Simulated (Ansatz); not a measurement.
## A series in smearing width on Sn

Plane-wave density functional theory, scalar-relativistic PAW datasets made under PBE, Gamma-centred meshes; one setting moves on a fixed relaxed cell, energies count from the zero-width extrapolation of the reference run, pressure is Pulay-corrected at fixed cutoff and positive in compression. The results are calculated, by Ansatz 0.2.0.

Structure of every row:
```
cell vectors (Å)
  -2.8994     2.9008     1.5582
   2.9008    -2.8994     1.5582
   2.8986     2.8986    -1.5556
atoms (fractions of the cell vectors)
Sn  0.00002  0.99998  0.00000
Sn  0.74998  0.25002  0.50000
```

Settings of every row: spin polarised no; functional LDA; wave cutoff 420 eV; k mesh 11x11x8; smearing method gaussian; reference k mesh 11x11x8; reference smearing width 0.1 eV; reference wave cutoff 420 eV; reference smearing method fermi_dirac; swept setting smearing; valence electrons per atom 14.

Atom starting moment: 0 on all atoms.

Limits: settings are moved on purpose, so some rows are far from converged.

```csv
row,smearing width (eV),free energy error per atom (meV),zero smearing energy error per atom (meV),pressure (GPa)
1,0.01,-0.43,-0.42,-0.02
2,0.03,-0.5,-0.42,-0.02
3,0.1,-1.33,-0.44,-0.01
4,0.2,?,?,?
5,0.3,-9.36,0.17,0.01
```

Question: what free energy error per atom should row 4 give?

Worked fit of free energy error per atom. Smearing changes a smooth quantity, to lowest order, with the square of the width, so take w² in eV². The shown rows have w² = 0.0001, 0.0009, 0.01, 0.09. Their means are 0.02525 and -2.905 meV; the sums about the means are S_tt = 0.005651 and S_ty = -0.5628, whose ratio is the slope. Least squares give free energy error per atom = −0.39 − 99.6 × w² meV. The rows lie off it by -0.03, -0.02, 0.06, -0.01 (root mean square 0.035 meV). The constant, -0.39 meV, estimates the value at zero width. The withheld row has w² = 0.04, so the fit gives −0.39 − 99.6 × (0.04) = -4.37 meV.

The calculation gave -4.18 meV. The fit lies 0.19 meV (4.5 % of the value, 2.1 % of the column's range) below it; its largest miss of a shown row is 0.06 meV.

The other values of row 4: zero smearing energy error per atom -0.17 meV; pressure -0.02 GPa.
